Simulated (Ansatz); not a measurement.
# A series in volume scale on Cu₃Pd

Results calculated with Ansatz 0.2.0, not measured. Periodic Kohn-Sham DFT of a crystal at fixed atoms, scaled to volume_scale times the given cell; pressure positive in compression, energy less spherical unpolarised free atoms, largest_vzz the field gradient of largest size among the nuclei.

The cell before it is scaled or strained (space group P4/mmm, No. 123):
```
CELL_PARAMETERS angstrom
3.69700 0.00000 0.00000
0.00000 3.69700 0.00000
0.00000 0.00000 3.65900
ATOMIC_POSITIONS crystal
Cu 0.00000 0.50000 0.50000
Cu 0.50000 0.00000 0.50000
Cu 0.50000 0.50000 0.00000
Pd 0.00000 0.00000 0.00000
```

Settings of every row: method all-electron LAPW; functional PBEsol; relativity scalar; k mesh 11x11x11; filling fermi-dirac; smearing width 0.05 eV; basis error target 1 meV/atom; nucleus gaussian.

Atom start moment: 0 on all atoms.

| row | volume scale | V (Å³/atom) | energy less free atoms (eV/atom) | pressure (GPa) |
| --- | --- | --- | --- | --- |
| 1 | 0.94 | 11.752 | -4.4507 | 7.359 |
| 2 | 0.98 | 12.253 | -4.4606 | -0.69 |
| 3 | 1 | 12.503 | ? | ? |
| 4 | 1.01 | 12.628 | -4.4531 | -5.534 |
| 5 | 1.04 | 13.003 | -4.4353 | -9.541 |

Question: what energy less free atoms and pressure should row 3 give?

Worked fit of energy less free atoms. Take u = (V_r/V)^(2/3) − 1 with V_r = 12.441 Å³ an atom, which is twice the finite (Eulerian) strain; such expansions in the strain, on which the Birch-Murnaghan equation of state is built, carry the rest volume and the bulk modulus. The shown rows have u = 0.03871, 0.0102, -0.0099, -0.02903. Least squares give energy less free atoms = −4.45828 − 0.3693 × u + 14.582 × u² eV/atom; a straight line predicts inner rows, each left out in turn, worse (root mean square 0.011 against 0.00019 eV/atom). The rows lie off it by 0.0000, -0.0001, 0.0001, 0.0000. Its lowest point lies at u = 0.0127, or V = 12.21 Å³ an atom, and the curvature there gives the bulk modulus at fixed shape and fractions, B = (4/9)(1 + u)² E″(u)/V = 174 GPa. Letting shape and atoms relax would as a rule lower it, by much in layered, chain or molecular crystals. The withheld row has u = -0.00331, so the fit gives −4.45828 − 0.3693 × (-0.00331) + 14.582 × (-0.00331)² = -4.4569 eV/atom.

The calculation gave -4.4568 eV/atom. The fit lies 0.0001 eV/atom (0.4 % of the column's range) below it, one unit of the last digit.

Worked fit of pressure. Take u = (V_r/V)^(2/3) − 1 with V_r = 12.441 Å³ an atom, which is twice the finite (Eulerian) strain; such expansions in the strain, on which the Birch-Murnaghan equation of state is built, carry the rest volume and the bulk modulus. The shown rows have u = 0.03871, 0.0102, -0.0099, -0.02903. Least squares give pressure = −3.2329 + 241.37 × u + 832.23 × u² GPa; a straight line predicts inner rows, each left out in turn, worse (root mean square 0.61 against 0.014 GPa). The rows lie off it by 0.001, -0.006, 0.007, -0.002 (root mean square 0.0047 GPa). The pressure vanishes at u = 0.0128, or V = 12.21 Å³ an atom, and there the bulk modulus at fixed shape and fractions is B = −V dP/dV = (2/3)(1 + u) dP/du = 177 GPa. Letting shape and atoms relax would as a rule lower it, by much in layered, chain or molecular crystals. The withheld row has u = -0.00331, so the fit gives −3.2329 + 241.37 × (-0.00331) + 832.23 × (-0.00331)² = -4.023 GPa.

The calculation gave -4.02 GPa. The fit lies 0.003 GPa (0.018 % of the column's range) below it; its largest miss of a shown row is 0.007 GPa.
